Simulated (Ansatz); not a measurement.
**A van 't Hoff estimate for CH6OSi ⇌ CH5OSi + H**

Species: CH6OSi `CO[SiH3]`, singlet; CH5OSi `CO[SiH2]`, doublet; H atom, doublet. 

The electronic reaction energy at CCSD(T)/CBS estimate is +410.9 kJ/mol. Shapes: PBE0-D4/def2-TZVP. Flexible molecules stand in one conformer, not always the lowest. Programs: Ansatz 0.2.0. Enthalpy and entropy come from rigid-rotor, harmonic-oscillator sums on unscaled PBE0-D4/def2-TZVP wavenumbers, ideal gases at 1 bar; R ln 2 is added for the mirror twin of the chiral shape of CH5OSi. Symmetry numbers: CH6OSi 1, CH5OSi 1. R = 8.3145 J/(mol K).

| T (K) | ΔH (kJ/mol) | ΔS (J/(mol K)) |
| --- | --- | --- |
| 600 | +395.4 | +132.6 |
| 800 | +396.8 | +134.7 |
| 1000 | ? | ? |

Q: Work out ln K at 600 and 800 K, and from these estimate it at 1000 K.

A: 
1. 600 K: ΔG = +395.4 − 600 × (+132.6)/1000 = +315.8 kJ/mol; ln K = −ΔG/RT = -63.30.
2. 800 K: ΔG = +396.8 − 800 × (+134.7)/1000 = +289.0 kJ/mol; ln K = −ΔG/RT = -43.45.
3. Slope against 1000/T: (-43.45 − (-63.30))/(1.2500 − 1.6667) = -47.64, that is −ΔH/R with ΔH near +396 kJ/mol.
4. 1000 K: ln K = -63.30 + (-47.64) × (1.0000 − 1.6667) = -31.54.

The full sums give ΔH = +397.6 kJ/mol, ΔS = +135.6 J/(mol K), ΔG = +262.0 kJ/mol and ln K = -31.51 at 1000 K, so the line is off by -0.03 in ln K; without rounding the miss is -0.03, from the change of ΔH with temperature. The reactants are favoured over this whole range. The number of molecules rises, which sets the sign of ΔS, and lower pressure favours the products. An error of 10 kJ/mol in the energy moves ln K by 1.2 at 1000 K. Soft modes are treated as harmonic, which can err either way at these temperatures; the lowest are those of CH6OSi (98 cm⁻¹), CH5OSi (83 cm⁻¹). Other conformers aren't counted. Open shells run unrestricted. The CBS estimate extrapolates MP2 from def2-TZVPP and def2-QZVPP and adds CCSD(T) − MP2 in the triple-zeta set, cores frozen.

The reaction is homolysis of an Si–H bond, and its cost is almost the whole bond energy because the lone hydrogen atom forms no new bond. The unpaired electron stays largely on silicon, where the neighbouring oxygen lone pair probably offers only modest stabilisation. The enthalpy lies below the electronic energy of +410.9 kJ/mol mainly because the Si–H stretch and the associated bends vanish, taking their zero-point energy with them.

The entropy gain comes chiefly from the translation of the freed atom, but even at 1000 K it offsets only a minor part of the bond cost. The steep rise of ln K with temperature therefore reflects the large enthalpy. That enthalpy drifts little because the translational heat capacity gained is partly cancelled by that of the lost vibrations. This cancellation grows as those modes become thermally active, which fits the smaller rise in ΔH over the second temperature interval. The equilibrium constant doesn't show whether Si–H scission would outpace other decomposition routes, such as C–O cleavage or molecular elimination.
